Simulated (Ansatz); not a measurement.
A correction line for B2PLYP/def2-TZVPP: atomisation energy

The atomisation energy (no zero-point term) in kJ/mol of 7 B-containing radicals: x at B2PLYP/def2-TZVPP, y at CCSD(T)/CBS estimate. Shapes, held fixed at every level: PBE0-D4/def2-TZVP. Flexible molecules stand in one conformer, not always the lowest. Programs: Ansatz 0.2.0.

| molecule | x (kJ/mol) | y (kJ/mol) |
| --- | --- | --- |
| B(CH3)(SiH3) | 2869 | 2882 |
| BH(CH2)(CH3) | 3311 | 3313 |
| B(CH2)(CH3)F | 3567 | 3572 |
| C2H7BN (SMILES B[N]CC) | 4047 | 4047 |
| B(CH2)(CH3)(NH2) | 4198 | 4206 |
| C2H6BO2 (SMILES CO[B]OC) | 4316 | ? |
| C3H8B (SMILES C[B]CC) | 4488 | 4504 |

Fit y = c + s·x to the known rows and predict y for C2H6BO2.


1. Means of the 6 rows: x = 3746.67, y = 3754.0.
2. Σ(Δx)² = 1835861, Σ(Δx·Δy) = 1838154, so the slope is 1838154/1835861 = 1.0012.
3. Intercept: 3754.0 − (1.0012) × 3746.67 = 2.8. The largest residual of the fit is 7.7.
4. C2H6BO2: 2.8 + 1.0012 × 4316 = 4324 kJ/mol.

CCSD(T)/CBS estimate gives 4336 kJ/mol, so the prediction is off by -12 kJ/mol, more than the largest residual. Uncorrected, B2PLYP/def2-TZVPP misses it by -20 kJ/mol, and the other rows by 7 on average. The line removes about 40 % of this miss. Left out in turn, the other rows are missed by 8 kJ/mol on average, worse than no correction. Spin contamination: C2H7BN (⟨S²⟩ up to 0.78). Open shells run unrestricted. The CBS estimate extrapolates MP2 from def2-TZVPP and def2-QZVPP and adds CCSD(T) − MP2 in the triple-zeta set, cores frozen.

The misses follow the radical site rather than the size of the atomisation energy. B2PLYP underbinds most where the unpaired electron sits on two-coordinate boron, in the methyl-silyl, methyl-ethyl and dimethoxy species. The three radicals centred on a CH2 group attached to three-coordinate boron are all described better. With a slope so close to one, the line is little more than a common shift, too large for most of the carbon-centred radicals and too small for the boron-centred ones, so it can't recover the full error for C2H6BO2.

A boryl radical holds its odd electron in a σ-type hybrid beside a formally empty boron p orbital, and correlation involving that low-lying vacancy is probably recovered incompletely by the double hybrid. In the dimethoxy radical, oxygen lone pairs donate into this orbital, and the polar B–O bonds may add a basis-set error of their own. Because radical site and boron coordination change together here, the data don't separate their effects.
